# KB energy, KB cosine and the number of projectors: O 2s with p local

## Statements

Let $V_{\rm loc}=V_p$ and $\delta V=V_s-V_p$, which vanishes for $r>R$. Let $\phi$ be the real normalised radial function ($r$ times the 2s pseudo-orbital) at energy $\varepsilon_0$, and $\langle f\rangle=\int f\phi^2dr$.

1. The form of Kleinman and Bylander (1982) is $V_{\rm KB}=E_{\rm KB}|\chi\rangle\langle\chi|$, with $\chi=\delta V\phi/\langle\delta V^2\rangle^{1/2}$, $E_{\rm KB}=\langle\delta V^2\rangle/\langle\delta V\rangle$ and $C_{\rm KB}=\langle\chi|\phi\rangle=\langle\delta V\rangle/\langle\delta V^2\rangle^{1/2}$.
2. $C_{\rm KB}^2\le p\le1$, where $p$ is the weight of $\phi$ inside $R$, and $|E_{\rm KB}|=\langle\delta V^2\rangle^{1/2}/|C_{\rm KB}|$.
3. If $\delta V$ has one sign, $\min\delta V\le E_{\rm KB}\le\max\delta V$. Otherwise $E_{\rm KB}$ diverges when $\langle\delta V\rangle\to0$ at fixed $\langle\delta V^2\rangle$.
4. With $n$ reference energies (Blöchl, 1990), levels deviate from the semilocal ones as $\prod_i(E-\varepsilon_i)^2$.
5. For $N$ plane waves, $N_b$ bands and $N_a$ oxygen atoms, the channel costs $2nN_aN_bN$ operations and $nN_aN$ stored numbers, against $N_bN^2$ and $N^2$ for the semilocal matrix.

## Proofs

**1.** $V_{\rm KB}=\delta V|\phi\rangle\langle\phi|\delta V/\langle\delta V\rangle$ acts on $\phi$ as $\delta V$ does; normalising $\delta V\phi$ gives the prefactor.

**2.** The Cauchy–Schwarz inequality on $r<R$ gives $\langle\delta V\rangle^2\le p\langle\delta V^2\rangle$, with equality for constant $\delta V$ there. The second relation is the product of the definitions.

**3.** $E_{\rm KB}$ is the mean of $\delta V$ with weight $\delta V\phi^2/\langle\delta V\rangle$, which integrates to one and is non-negative when $\delta V$ has one sign.

**4.** Let $\phi_i$ be the regular semilocal solutions at $\varepsilon_i$, $B_{ij}=\langle\phi_i|\delta V|\phi_j\rangle$ invertible, $V_n=\sum_{ij}\delta V|\phi_i\rangle B^{-1}_{ij}\langle\phi_j|\delta V$ and $W=\delta V-V_n$, so that $W\phi_i=0$. Let $\psi$ (semilocal, energy $E$) and $\psi_n$ (separable, energy $E'$) share the logarithmic derivative at $R$. Green's identity on $r<R$ gives exactly
$$(E'-E)\langle\psi|\psi_n\rangle=-\langle\psi|W|\psi_n\rangle .$$
Both functions are analytic in energy and equal $\phi_i$ at $\varepsilon_i$. Each is thus a combination of the $\phi_i$, removed by $W$, plus an interpolation remainder carrying one factor $\prod_i(E-\varepsilon_i)$. For $\delta V\ge0$, $W=\delta V^{1/2}(1-P)\,\delta V^{1/2}\ge0$, with $P$ the projector on the $\delta V^{1/2}\phi_i$, so the lowest level moves down.

**5.** The semilocal element contains $\int j_0(Gr)\,\delta V j_0(G'r)\,r^2dr$, which does not factorise, so a dense matrix multiplies each band. A projector needs one scalar product and one vector update of length $N$ once $B$ is diagonalised. Both costs are cubic in system size; their ratio $N/(2nN_a)$ depends only on cutoff and density.

## Solvable model

The potentials are square wells with assumed $R=0.8$ Å, so $\epsilon_R=\hbar^2/2mR^2=5.953$ eV. Lengths are in $R$, and $z=k^2$ is the energy above the floor of $V_s$ in $\epsilon_R$. The inputs $k_0=2.3$ and $\delta V=D=d\,\epsilon_R$ with $d=3$ are chosen to place the levels near the typical oxygen values of $-24$ eV (2s) and $-9$ eV (2p). Matching $k_0\cot k_0=-\kappa$ gives $\kappa=2.055$, $\varepsilon_0=-25.1$ eV and an s depth of 56.6 eV. The local well is 74.5 eV deep and binds p at $-8.6$ eV.

Here $p=0.818$, $\langle\delta V\rangle=14.6$ eV, $E_{\rm KB}=D=17.9$ eV and $C_{\rm KB}=\sqrt p=0.904$. Real oxygen potentials concentrate $\delta V$ near the nucleus, and typically have $E_{\rm KB}$ several times larger and a cosine roughly half as large.

Statement 3 is seen with the same $\phi$ and steps $D_1$ for $r<R/2$ (weight 0.227) and $D_2$ in the shell (weight 0.591). The assumed pair $(60,5)$ eV gives $E_{\rm KB}=50.2$ eV and $C_{\rm KB}=0.57$. The pair $(60,-20)$ eV gives 578 eV and 0.056, near the pole at $D_2=-23.1$ eV.

For constant $D$ the exact solution is $\psi=\sin kr$. The separable one obeys $-u''-q^2u=-dPu$ with $q^2=z'+d$. Write $P\sin qr=\sum_ic_i\sin k_ir$, where the $c_i$ follow from the overlaps
$$\int_0^1\sin ar\sin br\,dr=\tfrac12\left[\frac{\sin(a-b)}{a-b}-\frac{\sin(a+b)}{a+b}\right].$$
Comparing coefficients of $\sin k_ir$ gives
$$u=\sin qr+\sum_i\frac{d\,c_i}{z'-z_i}\sin k_ir .$$
The condition $u'(1)/u(1)=k\cot k$ fixes $z'$, and the error is $(z'-z)\epsilon_R$. The references are $z_0=k_0^2$ and $z_1=z_0+3$, 17.9 eV higher.

| $z-z_0$ | $E-\varepsilon_0$ (eV) | $n=1$ (eV) | $n=2$ (meV) | semilocal |
|---|---|---|---|---|
| 1 | 6.0 | $-0.11$ | $-0.08$ | 0 |
| 2 | 11.9 | $-0.46$ | $-0.09$ | 0 |
| 4 | 23.8 | $-2.0$ | $-0.4$ | 0 |

The $n=1$ column grows about fourfold per doubling. The $n=2$ column follows $(z-z_0)^2(z-z_1)^2=4,4,16$ with a slowly rising prefactor. To first order a crystal level moves by these amounts times its oxygen s weight inside $R$, so they overstate its shift.

## Cost in a gate-oxide cell

Assume amorphous SiO$_2$ with 24 formula units of 60.08 g/mol, a typical density of 2.2 g/cm³, a 1000 eV cutoff, complex coefficients of 16 bytes, and four projectors (s, p) per silicon. Then $\Omega=1088$ Å$^3$, $G_{\max}=16.2$ Å$^{-1}$, $N=\Omega G_{\max}^3/6\pi^2=7.8\times10^4$, $N_a=48$, and 16 valence electrons per unit give $N_b=192$.

One operation is a complex multiply-add. A grid spanning $\pm2G_{\max}$ has $M=\Omega(2G_{\max}/\pi)^3=(48/\pi)N$ points. Two radix-2 transforms per band cost $N_bM\log_2M=4.6\times10^9$, and the silicon projectors $2.9\times10^9$. Both enter every total for one application of the Hamiltonian to all bands.

| form | O s work ($10^9$) | total ($10^9$) | ratio | O s memory |
|---|---|---|---|---|
| $n=1$ | 1.4 | 8.95 | 1 | 60 MB |
| $n=2$ | 2.9 | 10.4 | 1.16 | 120 MB |
| semilocal | $1.17\times10^3$ | $1.18\times10^3$ | 132 | 98 GB |

Within the channel the semilocal form costs 814 times the $n=1$ work.

## Choice

Cheapest of the three forms, judged at the tabulated energies:

- 0.2 eV at 6.0 eV above $\varepsilon_0$, or 0.5 eV at 11.9 eV: $n=1$.
- 1 meV at all three energies: $n=2$.
- 0.1 meV: $n=2$ at the two lower energies, the semilocal matrix at 23.8 eV.

Best inside a budget:

- 100 MB for the channel, or $10^{10}$ operations: $n=1$.
- 1 GB and $2\times10^{10}$ operations: $n=2$.
- 100 GB and $2\times10^{12}$ operations: semilocal.

In this model the second projector removes over three orders of magnitude of error for 16 per cent more total work, while the semilocal matrix removes the last 0.4 meV at 132 times the $n=1$ total.